\paragraph{Note 1. What is assumed.}
The electronic state is non-degenerate and closed-shell, the nuclei move on one Born--Oppenheimer surface, and they make small excursions about one equilibrium geometry of point group $G$ (for a localised centre in a crystal, the site group). A mode of degeneracy $d$ and harmonic wavenumber $\omega$ has real dimensionless normal coordinates $q_1,\dots,q_d$, with
\begin{equation}
\frac{H_0}{hc}=\frac{\omega}{2}\sum_{i=1}^{d}\Big(-\frac{\partial^2}{\partial q_i^2}+q_i^2\Big),\qquad
O_R\,q_j\,O_R^{-1}=\sum_i q_i\,D_{ij}(R).
\label{h0}
\end{equation}
Energies are in cm$^{-1}$. The matrices $D(R)$ represent $G$, they are real because displacements are real, and they are orthogonal because $R$ preserves the kinetic energy in mass-weighted coordinates. $D$ is taken irreducible over the real numbers, that is, the degeneracy is not accidental. The character of the fundamental is $\chi(R)=\mathrm{tr}\,D(R)$, that of the level with $v$ quanta is $\chi_v(R)$, and $\rho^2=\sum_i q_i^2$. The totally symmetric species ($A$, $A_1$, $A_g$, $A_1'$, $\Sigma_g^+$, according to the group) is written $\Gamma_1$.

\paragraph{Note 2. Why the level transforms as the monomials of degree $v$.}
Texts often replace each Hermite polynomial by its highest power without saying why the lower powers do not matter. Ladder operators remove the question. Let $b_i^\dagger=(q_i-\partial_i)/\sqrt2$. For orthogonal $D$ the gradient transforms as the coordinates do, so $O_Rb_j^\dagger O_R^{-1}=\sum_i b_i^\dagger D_{ij}(R)$. The ground state $|0\rangle\propto e^{-\rho^2/2}$ is invariant because $\rho^2$ is. The level $v$ is spanned by
\begin{equation}
(b_1^\dagger)^{n_1}\cdots(b_d^\dagger)^{n_d}|0\rangle,\qquad \sum_i n_i=v,
\label{mono}
\end{equation}
which are $\binom{v+d-1}{v}$ independent states. The $b_i^\dagger$ commute, so these states transform exactly as homogeneous polynomials of degree $v$ in $d$ commuting variables: the level carries the $v$-th symmetric power of $D$, not the direct power of dimension $d^v$.

\paragraph{Note 3. The trace.}
Fix one operation $R$. The real orthogonal matrix $D(R)$ is diagonalised by a unitary matrix $U$, with eigenvalues $\lambda_1,\dots,\lambda_d$ of modulus one. The operators $c_k^\dagger=\sum_j b_j^\dagger U_{jk}$ obey $O_Rc_k^\dagger O_R^{-1}=\lambda_kc_k^\dagger$, and their monomials of degree $v$ are another basis of the same level. Each monomial state is an eigenvector of $O_R$ with eigenvalue $\prod_k\lambda_k^{n_k}$. A trace does not depend on the basis, so it does no harm that $U$ changes from one $R$ to the next. Summing over all occupation numbers with weight $t^v$, $|t|<1$, gives a product of geometric series:
\begin{equation}
Z(t)=\sum_{v\ge0}\chi_v(R)\,t^v=\prod_{k=1}^d\frac{1}{1-\lambda_kt}=\frac{1}{\det[1-tD(R)]},\qquad \chi_0=1 .
\label{gen}
\end{equation}
The second ingredient is $D(R^m)=D(R)^m$, whence
\begin{equation}
\chi(R^m)=\sum_k\lambda_k^m .
\label{pow}
\end{equation}
Here $\chi(R^m)$ is the character of the \emph{fundamental} for the operation $R$ applied $m$ times; it is neither $\chi(R)^m$ nor $\chi_m(R)$.

\paragraph{Note 4. The first overtone of any mode.}
The logarithmic derivative of \eqref{gen} is
\begin{equation}
\frac{tZ'}{Z}=\sum_k\frac{\lambda_kt}{1-\lambda_kt}=\sum_{m\ge1}\chi(R^m)\,t^m .
\end{equation}
Multiplying by $Z$ and comparing the coefficients of $t^v$ gives, for every $d$,
\begin{equation}
v\,\chi_v(R)=\sum_{m=1}^{v}\chi(R^m)\,\chi_{v-m}(R).
\label{newton}
\end{equation}
For $v=1$ this returns $\chi_1=\chi$. For $v=2$, and for $v=3$ with $\chi_2$ inserted,
\begin{align}
\chi_2(R)&=\tfrac12\big[\chi(R)^2+\chi(R^2)\big],\label{chi2}\\
\chi_3(R)&=\tfrac16\big[\chi(R)^3+3\chi(R)\chi(R^2)+2\chi(R^3)\big].\label{chi3}
\end{align}
The direct square has character $\chi(R)^2$. What \eqref{chi2} leaves out of it is the antisymmetric square $\tfrac12[\chi(R)^2-\chi(R^2)]$, which would need $b_i^\dagger b_j^\dagger-b_j^\dagger b_i^\dagger\neq0$. Such antisymmetric combinations exist for one quantum in each of two \emph{different} modes, where the character is the plain product. In a first overtone their multiplicities are subtracted from those of the direct square, so a species of the antisymmetric square is absent only if it does not also occur in the symmetric square. Thus $A_2$ is absent for an $E$ mode in $C_{3v}$, whose overtone is $A_1+E$, whereas for an $F$ mode in $T$ the antisymmetric square is $F$ and the overtone $A+E+F$ still contains $F$ once.

\paragraph{Note 5. The short recursion, and why it is tied to $d=2$.}
For $d=2$, \eqref{gen} reads $\chi_v=\sum_{k=0}^{v}\lambda_1^{v-k}\lambda_2^{k}$. Multiplying $\chi_{v-1}$ by $\lambda_1$ produces every term of $\chi_v$ except $\lambda_2^v$, and multiplying it by $\lambda_2$ produces every term except $\lambda_1^v$. Adding, $\chi\,\chi_{v-1}=2\chi_v-\lambda_1^v-\lambda_2^v$, and with \eqref{pow}
\begin{equation}
\chi_v(R)=\tfrac12\big[\chi(R)\,\chi_{v-1}(R)+\chi(R^v)\big],\qquad d=2,\ v\ge1 .
\label{rec2}
\end{equation}
At $v=2$ this coincides with \eqref{chi2}, which invites its misuse for triply degenerate modes. At the identity with $d=3$, $v=3$ it would give $\tfrac12[3\cdot6+3]=10.5$, whereas the level has $\binom53=10$ states. The correct form follows by putting $\sum_k(1-\lambda_kt)^{-1}=\sum_{v\ge0}\chi(R^v)t^v$ over the common denominator. For $d=3$ the numerator is $3-2e_1t+e_2t^2$, with $e_1=\chi(R)$ and $e_2=\sum_{k<l}\lambda_k\lambda_l=\tfrac12[\chi(R)^2-\chi(R^2)]$, and the reciprocal denominator is $Z$. The coefficient of $t^v$ gives
\begin{equation}
\chi_v=\tfrac13\Big\{2\chi\,\chi_{v-1}+\tfrac12\big[\chi(R^2)-\chi^2\big]\chi_{v-2}+\chi(R^v)\Big\},\qquad d=3,\ v\ge2 .
\label{rec3}
\end{equation}
For $d=2$ the numerator is $2-e_1t$, which yields \eqref{rec2} again.

A real orthogonal $2\times2$ matrix has only two forms, so \eqref{rec2} can be solved once and for all:
\begin{align}
\det D=+1,\ \lambda=e^{\pm i\theta}:&\quad \chi_v=\sum_{l=-v,-v+2,\dots,v}e^{il\theta}=\frac{\sin(v+1)\theta}{\sin\theta},\label{rot}\\
\det D=-1,\ \lambda=+1,-1:&\quad \chi_v=\tfrac12\big[1+(-1)^v\big].\label{refl}
\end{align}
The angle $\theta$ and the determinant belong to $D(R)$ in the plane of the two coordinates, not to $R$ in space: for an $E_2$ mode a rotation by $\varphi$ has $\theta=2\varphi$. The integer $l$ is the vibrational angular momentum quantum number. As an example, $v=3$ of an $E$ mode in $C_{3v}$ has characters $4,1,0$ for $E$, $C_3$, $\sigma_v$, which reduce to $A_1+A_2+E$.

\paragraph{Note 6. The first overtone contains $\Gamma_1$ exactly once.}
A general state of $v=2$ is $\sum_{ij}M_{ij}b_i^\dagger b_j^\dagger|0\rangle$ with $M$ symmetric, and $O_R$ sends $M$ to $DMD^{T}$. The choice $M=1$ is invariant since $DD^T=1$, so $\Gamma_1$ is present. For uniqueness, let $DMD^T=M$ for all $R$. As $D$ is real, the real and imaginary parts of $M$ are invariant separately, so $M$ may be taken real symmetric, and it commutes with every $D(R)$. A real eigenspace of $M$ is then invariant under $G$, and irreducibility over the reals makes it the whole space: $M\propto1$. The argument covers the complex-conjugate pairs of groups such as $C_3$, which are degenerate by time reversal and form one real two-dimensional $D$: with $\epsilon=e^{2\pi i/3}$ the overtone has the eigenvalues $\epsilon^2,1,\epsilon^{*2}$ under $C_3$, that is $A+E$. The normalised invariant state and its one important matrix element are
\begin{equation}
|2,\Gamma_1\rangle=\frac{1}{\sqrt{2d}}\sum_i(b_i^\dagger)^2|0\rangle,\qquad
\langle2,\Gamma_1|\rho^2|0\rangle=\sqrt{d/2}.
\label{inv}
\end{equation}
The norm follows from $(b_i^\dagger)^2|0\rangle=\sqrt2\,|2_i\rangle$ with $d$ orthogonal terms, and the element from $q_i=(b_i+b_i^\dagger)/\sqrt2$, which makes the raising part of $\rho^2$ equal to $\tfrac12\sum_i(b_i^\dagger)^2$. The state $[\sum_i(b_i^\dagger)^2]^{v/2}|0\rangle$ shows that every even level contains $\Gamma_1$ at least once; an odd level may contain it, as in the $C_{3v}$ example, or not.

\paragraph{Note 7. Parity.}
Let $G$ contain the inversion $i$. It commutes with all operations and $i^2=E$, so $D(i)$ is orthogonal, equal to its inverse and hence symmetric, and commutes with every $D(R)$. By the argument of Note 6, $D(i)=\pm1$, the upper sign for $g$ modes and the lower for $u$ modes. Each state \eqref{mono} acquires $(\pm1)^v$. All levels of a $g$ mode are $g$; levels of a $u$ mode are $g$ for even $v$ and $u$ for odd $v$. Every component of every even overtone is therefore $g$.

\paragraph{Note 8. Anharmonicity splits the level and keeps the species.}
The full potential is invariant under $G$. By Schur's lemma an invariant operator has no matrix elements between different species and the same elements for all partners of one species. The harmonic level therefore splits at most into the irreducible parts found from $\chi_v$ (complex-conjugate partners staying together), and each part mixes only with states of its own species. In a resonance the label $v$ loses its meaning, but the number of levels of each species in the interacting group is unchanged. The exact ground state of a single well is non-degenerate and nodeless, so it stays $\Gamma_1$.

\paragraph{Note 9. Allowed, and how strongly.}
If $T$ belongs to species $\Gamma_T$, then $T|0\rangle$ belongs to $\Gamma_T$ too, and $\langle f|T|0\rangle$ vanishes unless $\Gamma_f$ occurs in $\Gamma_T$. For infrared absorption $T$ is the electric dipole, which transforms as $(x,y,z)$. For Raman scattering far from electronic resonance (Placzek's conditions) $T$ is the real symmetric polarisability tensor, whose species are the symmetric square \eqref{chi2} of the vector representation. Its trace $3\bar\alpha$ is invariant under all rotations and reflections, hence $\Gamma_1$ in every group. With Note 6, the $\Gamma_1$ component of every first overtone is Raman allowed, whatever the activity of the fundamental. Three reservations apply.

(a) The statement concerns the $\Gamma_1$ component. In $D_{5h}$ an $E_2'$ mode has $\theta=4\pi/5$ for $C_5$, so \eqref{rot} gives $\chi_2=1+2\cos(8\pi/5)=1+2\cos(2\pi/5)$ and the overtone is $A_1'+E_1'$; $E_1'$ is the species of $(x,y)$, infrared allowed, and absent from the polarisability species $A_1'$, $E_1''$, $E_2'$.

(b) Allowed does not mean intense. With harmonic states and $\alpha$ linear in $q$ the overtone amplitude is zero, since $q_i$ changes $v$ by one. Intensity needs a quadratic term in $\alpha$ or mechanical anharmonicity. By the uniqueness in Note 6 the only quadratic term in one mode that $\bar\alpha$ admits is $a\rho^2$, with amplitude $a\sqrt{d/2}$.

(c) With an inversion centre the dipole is $u$ and $\alpha$ is $g$. From the ground state even overtones are infrared forbidden, and odd overtones of $u$ modes are Raman forbidden. From an excited $u$ level the even overtones are reached in the infrared as hot bands.

\paragraph{Note 10. The bend of CO$_2$.}
The group is $D_{\infty h}=C_{\infty v}\times C_i$, the axis is $z$, and levels are labelled $(v_1v_2^{\,l}v_3)$ with $l\ge0$ in the label. The bending pair $(q_{2x},q_{2y})$ transforms as $(x,y)$, species $\Pi_u$. Since $i$ commutes with everything and $i^2=\sigma_v^2=E$, the squares of $C(\varphi)$, $\sigma_v$, $iC(\varphi)$, $i\sigma_v$ are $C(2\varphi)$, $E$, $C(2\varphi)$, $E$.
\begin{equation}
\begin{array}{l|cccc}
 & C(\varphi) & \sigma_v & iC(\varphi) & i\sigma_v\\ \hline
\chi(R) & 2\cos\varphi & 0 & -2\cos\varphi & 0\\
\chi(R^2) & 2\cos2\varphi & 2 & 2\cos2\varphi & 2\\
\chi_2(R) & 1+2\cos2\varphi & 1 & 1+2\cos2\varphi & 1\\
\tfrac12[\chi^2-\chi(R^2)] & 1 & -1 & 1 & -1
\end{array}
\end{equation}
The species $\Sigma_g^+$ has characters $1,1,1,1$ and $\Delta_g$ has $2\cos2\varphi,0,2\cos2\varphi,0$. Hence $2\nu_2=\Sigma_g^++\Delta_g$, the levels $(02^00)$ and $(02^20)$, while the last row, $\Sigma_g^-$, is excluded. One more step of \eqref{rec2} gives $\chi_3(C(\varphi))=2\cos\varphi+2\cos3\varphi$, and with odd parity $3\nu_2=\Pi_u+\Phi_u$. The polarisability spans $2\Sigma_g^++\Pi_g+\Delta_g$, so both components of $2\nu_2$ are Raman allowed and neither absorbs from the ground state. The $\Delta_g$ component has no isotropic amplitude; the depolarisation ratio $3\gamma^2/(45\bar a^2+4\gamma^2)$ for linearly polarised light at $90^\circ$, with $\bar a$ and $\gamma$ the isotropic and anisotropic transition invariants, is then $3/4$.

\paragraph{Note 11. Which component resonates with $\nu_1$.}
The symmetric stretch $q_1$ is $\Sigma_g^+$. A cubic potential term linear in $q_1$ and quadratic in the bend must contain an invariant quadratic form of the bend, and by Note 6 there is one:
\begin{equation}
V_3/hc=k_{122}\,q_1\rho^2,\qquad \rho^2=q_{2x}^2+q_{2y}^2,
\end{equation}
with no numerical prefactor, and the sign of $q_1$ chosen so that $k_{122}>0$. With $b_\pm^\dagger=(b_x^\dagger\pm ib_y^\dagger)/\sqrt2$ one has $b_+^\dagger b_-^\dagger=\tfrac12(b_x^{\dagger2}+b_y^{\dagger2})$, so
\begin{equation}
\rho^2=b_+^\dagger b_-^\dagger+b_+b_-+n_++n_-+1,\qquad v_2=n_++n_-,\quad l=n_+-n_- .
\end{equation}
This conserves $l$. With states generated by positive powers of $b_\pm^\dagger$,
\begin{equation}
\langle v_2+2,l|\rho^2|v_2,l\rangle=\sqrt{(n_++1)(n_-+1)}=\tfrac12\sqrt{(v_2+2)^2-l^2},\qquad \langle v_2,l|\rho^2|v_2,l\rangle=v_2+1 .
\label{rho}
\end{equation}
For $v_2=l=0$ the first element is 1, as \eqref{inv} requires for $d=2$. With $\langle1|q_1|0\rangle=1/\sqrt2$,
\begin{equation}
W=\langle10^00|V_3/hc|02^00\rangle=k_{122}/\sqrt2,\qquad \langle10^00|V_3|02^20\rangle=0 .
\end{equation}
The sign of $W$ follows the phases just stated; the opposite phase of $|02^00\rangle$ is also in use. Let $E_a$ and $E_b$ be the effective positions of $|a\rangle=|10^00\rangle$ and $|b\rangle=|02^00\rangle$ above the ground state, containing all non-resonant shifts, and $\delta=E_b-E_a$. The secular equation $(E_a-E)(E_b-E)=W^2$ gives
\begin{equation}
E_\pm=\tfrac12(E_a+E_b)\pm\tfrac12\Delta,\qquad \Delta=\sqrt{\delta^2+4W^2}.
\label{dyad}
\end{equation}
Write $|+\rangle=s|a\rangle+c|b\rangle$, $|-\rangle=c|a\rangle-s|b\rangle$. The first row of the eigenvalue equation gives $s/c=W/(E_+-E_a)=2W/(\Delta+\delta)>0$; squaring and using $4W^2=(\Delta-\delta)(\Delta+\delta)$,
\begin{equation}
s^2=\tfrac12(1-\delta/\Delta),\qquad c^2=\tfrac12(1+\delta/\Delta).
\end{equation}
Let $\bar\alpha=\bar\alpha_0+a_1q_1+a_{22}\rho^2+\dots$, and let $r$ be the ratio of the isotropic amplitudes to $|b\rangle$ and to $|a\rangle$. The ratio of squared amplitudes of the two Raman lines is
\begin{equation}
\frac{I_+}{I_-}=\Big(\frac{s+rc}{c-rs}\Big)^2,\qquad r\simeq\frac{\sqrt2\,a_{22}}{a_1}-\frac{W}{\omega_1+2\omega_2}.
\label{ratio}
\end{equation}
The first term of $r$ is electrical: $a_{22}\cdot1$ against $a_1/\sqrt2$. The second arises because $V_3$ admixes $|12^00\rangle$ into the ground state with first-order coefficient $-W/(\omega_1+2\omega_2)$, and $q_1$ connects $|12^00\rangle$ to $|b\rangle$ with the same element $1/\sqrt2$. The intensity ratio is \emph{linear} in small $r$, by interference, although the unmixed overtone would have relative intensity $r^2$. The sign that matters, that of $rW$, does not depend on phases.

\paragraph{Note 12. Range of validity.}
Equations \eqref{gen}--\eqref{refl} are exact for the harmonic level, \eqref{rec2} for $d=2$ (trivially also $d=1$), \eqref{newton} and \eqref{chi2} for any $d$; the species survive anharmonicity by Note 8. They presuppose a single rigid geometry: tunnelling or internal rotation calls for a larger group. In a degenerate electronic state they give only the vibrational factor, which is always single-valued; the vibronic species is its product with the electronic one, a double-group species for half-integer angular momentum, and Jahn--Teller or Renner--Teller coupling then governs the pattern. The Raman rule assumes Placzek's conditions, the infrared rule electric dipoles. The rules are vibrational: rotation mixes $l=0$ with $l=2$ for $J\ge2$, weakly at low $J$. Parity labels lapse when the centre is lost, as in $^{16}$O$^{12}$C$^{18}$O or at a low-symmetry site, and the dyad may then absorb. Lattice two-phonon overtones involve all wavevectors and need the space group.

\paragraph{Note 13. Numbers for a model of the CO$_2$ dyad.}
Take as typical, approximate inputs $E_a=1334$, $E_b=1339$, $k_{122}=73$, $E(02^20)=1335$ and $\nu_2=667$ cm$^{-1}$. They are effective values, chosen to reproduce the typical positions of the dyad, so the positions below test nothing. Then $\delta=5$, $W=51.6$ and $\Delta=103.4$ cm$^{-1}$, and
\begin{equation}
E_-=1285\ \mathrm{cm^{-1}},\qquad E_+=1388\ \mathrm{cm^{-1}},\qquad s^2=0.476,\quad c^2=0.524 .
\end{equation}
The $\Delta_g$ level, with no partner, has the two $\Sigma_g^+$ levels 50 cm$^{-1}$ below and 53 cm$^{-1}$ above it; the allowed $g\leftarrow u$ hot bands from $(01^10)$ to the dyad fall at 618 and 721 cm$^{-1}$.

The absorbed terms are not small against $\delta$. By \eqref{rho}, $V_3$ couples $(02^l0)$ to $(12^l0)$ with element $3W$, a shift $-9W^2/\omega_1\approx-18$ cm$^{-1}$ for $\omega_1\approx E_a$, equal for both $l$. It couples to $(14^l0)$ with $2W$ for $l=0$ and $\sqrt3W$ for $l=2$, which lowers $\Sigma_g^+$ against $\Delta_g$ by $W^2/(\omega_1+2\omega_2)=1.0$ cm$^{-1}$ for $\omega_1+2\omega_2\approx E_a+E_b=2673$ cm$^{-1}$. Higher-order corrections to $W$ are of order $W(k_{122}/\nu_2)^2=0.6$ cm$^{-1}$. So $\delta$ cannot be read from harmonic wavenumbers, positions hold to about 1 cm$^{-1}$ at best, and naming either nearly equal mixture $\nu_1$ is a convention.

With $r=0$, \eqref{ratio} gives $I_+/I_-=0.91$, and 1.10 if the sign of $\delta$ is reversed. The mechanical term alone, $r=-0.019$, gives 0.84. The cubed ratio of scattered wavenumbers, for photon counting with 532 nm light, adds a factor of only 0.98. Pure borrowing from $\nu_1$ thus falls short by a factor approaching two, for the upper line is typically the stronger by roughly 1.5 to 1.8. An effective $r=+0.15$, chosen to reproduce that behaviour, corresponds to an unmixed overtone of relative intensity $r^2=0.0225$ and raises the model's ratio to $I_+/I_-=1.7$.